Anyone building a model of a charged chromium impurity in silica has to decide which atoms to treat as part of the defect and which may pass as ordinary host. A cut-off radius is the easy choice, and it would be the right one if the impurity acted only through the smooth field of its extra charge. In the opposite limit the impurity acts only through its bonds, and the boundary should follow the network of atoms. The sites below, from a semilocal density-functional calculation, lie closer to the second limit.

Sites near a Cr atom replacing Si in SiO2, charge −1, in a relaxed 24-atom supercell, computed with Ansatz 0.2.0 (spin-polarised PBE, scalar-relativistic PAW, 420 eV plane-wave cutoff, 3×3×3 k mesh). Vzz is the principal component of the electric field gradient that is largest in magnitude, and the asymmetry is (Vxx − Vyy)/Vzz.

```
atom  like atoms  distance from the defect (Å)  site moment (muB)  Vzz (1e21 V/m^2)  asymmetry  potential at the nucleus less that at the nearest site of the element (V)
 Cr1           1                          0.02               2.21              4.94       0.29                                                                       0.00
 O16           2                          1.84               0.02              6.40       0.18                                                                       0.00
  O9           2                          1.88               0.02              6.41       0.28                                                                       0.07
 Si4           2                          3.11               0.00             -2.50       0.31                                                                       0.00
 Si3           2                          3.30               0.00             -1.99       0.25                                                                       0.02
 O15           2                          3.33               0.00              8.86       0.32                                                                       0.93
 O11           2                          3.93               0.00              9.57       0.19                                                                       0.97
 O14           2                          4.08               0.00              8.89       0.34                                                                       0.89
 O13           2                          4.15               0.00              9.49       0.19                                                                       0.94
 O12           2                          4.26               0.00              9.59       0.20                                                                       0.94
 Si5           2                          4.40               0.00              0.61       0.52                                                                       0.38
 O10           2                          4.44               0.00              9.43       0.18                                                                       0.95
 Si2           1                          4.88               0.00             -0.46       0.57                                                                       0.38
```

The spin has the shortest reach. The site moment is 2.21 μB on Cr and 0.02 μB on each of its four oxygens, and it vanishes at the table's precision on every other site. The whole cell carries 3 μB, as fits Cr³⁺ with three unpaired d electrons. The site moments add up to less because part of the spin lies outside the regions in which they are counted. PBE also tends to spread 3d electrons too far onto neighbouring atoms, so the division of the spin between Cr and oxygen is approximate.

Vzz, the largest principal value of the electric field gradient, registers how unevenly charge surrounds a nucleus. At oxygen it is about 6.4 × 10²¹ V/m² on the sites bound to Cr and 8.9 to 9.6 on all others. Distance alone doesn't sort these others: O14 lies 0.15 Å farther out than O11, yet its Vzz is lower by 0.68. A disturbance that simply faded with distance would have put them the other way round.

Two limits explain the large step. An oxide ion with a full, spherical shell would have no field gradient of its own. An oxygen between two silicon atoms gives up some 2p charge along its bonds but keeps its lone pairs, and this imbalance makes Vzz large and positive. The Cr–O bond is longer and more ionic than Si–O, so it should draw less charge away and leave the oxygen nearer to the spherical limit. By this reasoning, Vzz at an oxygen grows with the charge that its two bonds remove.

O15 and O14 are the irregular oxygens. They aren't bound to Cr, but their Vzz is about 7 % below the mean of O10 to O13 and their asymmetry is clearly higher. The asymmetry is zero when the surroundings are the same all round the main axis, as for a straight Si–O–Si bridge; bending the bridge raises it and lowers Vzz. The likely cause is therefore a sharper bridge angle, a reading not tested here against the angles themselves. A higher asymmetry doesn't always come with a lower Vzz: O16 and O9, both bound to Cr, differ by 0.10 in asymmetry but hardly at all in Vzz. The cell matches α-cristobalite, in which all oxygens are equivalent, and its atoms were relaxed around Cr, so the defect and its periodic images could have tilted the network unevenly.

At silicon the undisturbed limit is different. Four equal bonds in a regular tetrahedron would cancel to zero, and Si5 and Si2 come close to this. Si4 and Si3 each share an oxygen with Cr, and their Vzz is on average four times as large in size. Cr³⁺ offers that oxygen less bonding than Si⁴⁺ would, so the oxygen should bind its remaining silicon more tightly. Extra electron charge along this one bond gives a negative Vzz, the sign found at both sites.

The opposite signs of Si5 and Si2 look like a reversal but are a much smaller change. At Si5 the largest principal value is +0.61, followed by −0.46; at Si2 it is −0.46, followed by +0.36. The sign only tells which of two similar components happens to win. Such small gradients are also the most exposed to the choice of k mesh, because the gap is small.

The potential at the nucleus is where the extra charge should show most plainly. A simple model puts the charge −1 at the centre of a sphere with the volume of the cell and spreads the compensating charge evenly through it. With r the distance from Cr, R = 4.35 Å the radius of the sphere and V the potential in volts,

V(r) = −14.4 × [1/r + r²/(2R³)] + constant

Between O15 and O10 the bracket falls from 0.368 to 0.345, so that

rise = 14.4 × (0.368 − 0.345) = 0.33 V

The formula holds inside the sphere. O10 lies just outside it, where the model potential is flat, but this leaves the rise at 0.33 V. Without the compensating charge the rise would be 1.08 V. The small charged cell thus flattens the outer potential by itself, and the plateau among the outer oxygens doesn't measure the reach of an isolated defect.

These values leave out screening by the silica, which would reduce them further. The table has a rise of only 0.02 V from O15 to O10, but 0.36 V from Si3 to Si5 over nearly the same distances. No single, slowly varying function of distance can give both. Both fit the bonding picture. Si3 has an oxygen in common with Cr and Si5 has none, whereas the outer oxygens all hold the same place in the cristobalite network: each joins a silicon that shares an oxygen with Cr to one that doesn't. The periodic images may add a part that depends on direction. The largest step, 0.86 V from O9 to O15, also coincides with the loss of the bond to Cr, so the table can't separate the effect of the bond from that of distance.

The defect region should therefore hold at least Cr, its four oxygens and the four silicon atoms behind them. A cut-off radius could pick the same nine atoms here, but with only 0.03 Å between Si3 and O15 to place it in, so following the bonds is safer. The surrounding oxygens should still be free to relax, since the field gradients of O15 and O14 suggest that their bridges have bent. For the potential farther out, a larger cell is needed, because neighbouring Cr images are only about 7 Å apart.

Printed output of the fit:

```
Sum of all site moments, muB: 2.29
Part of the total moment outside the site regions, muB: 0.71
Number of O atoms bound to Cr: 4
Mean Vzz of O bound to Cr, 1e21 V/m^2: 6.405
Mean Vzz of all other O, 1e21 V/m^2: 9.305
Vzz of Cr-bound O below that of other O, percent: 31.17
Mean Vzz of O15 and O14, 1e21 V/m^2: 8.875
Mean Vzz of O10 to O13, 1e21 V/m^2: 9.52
Vzz of O14 less that of O11, 1e21 V/m^2: -0.68
Distance of O14 less that of O11, angstrom: 0.15
Mean size of Vzz at Si4 and Si3 over that at Si5 and Si2: 4.196
Si5 middle principal value, 1e21 V/m^2: -0.4636
Si5 smallest principal value, 1e21 V/m^2: -0.1464
Si2 middle principal value, 1e21 V/m^2: 0.3611
Si2 smallest principal value, 1e21 V/m^2: 0.0989
Potential rise O9 to O15, V: 0.86
Potential rise O15 to O10, V: 0.02
Potential rise Si3 to Si5, V: 0.36
Radius of the neutral sphere, angstrom: 4.354
Unscreened rise O15 to O10 for an isolated charge, V: 1.081
Unscreened rise O15 to O10 in the neutral sphere, V: 0.3285
Sphere: rise O15 to O10 over rise O9 to O15: 0.1228
Table: rise O15 to O10 over rise O9 to O15: 0.02326
Table: rise Si3 to Si5 over rise O9 to O15: 0.4186
```
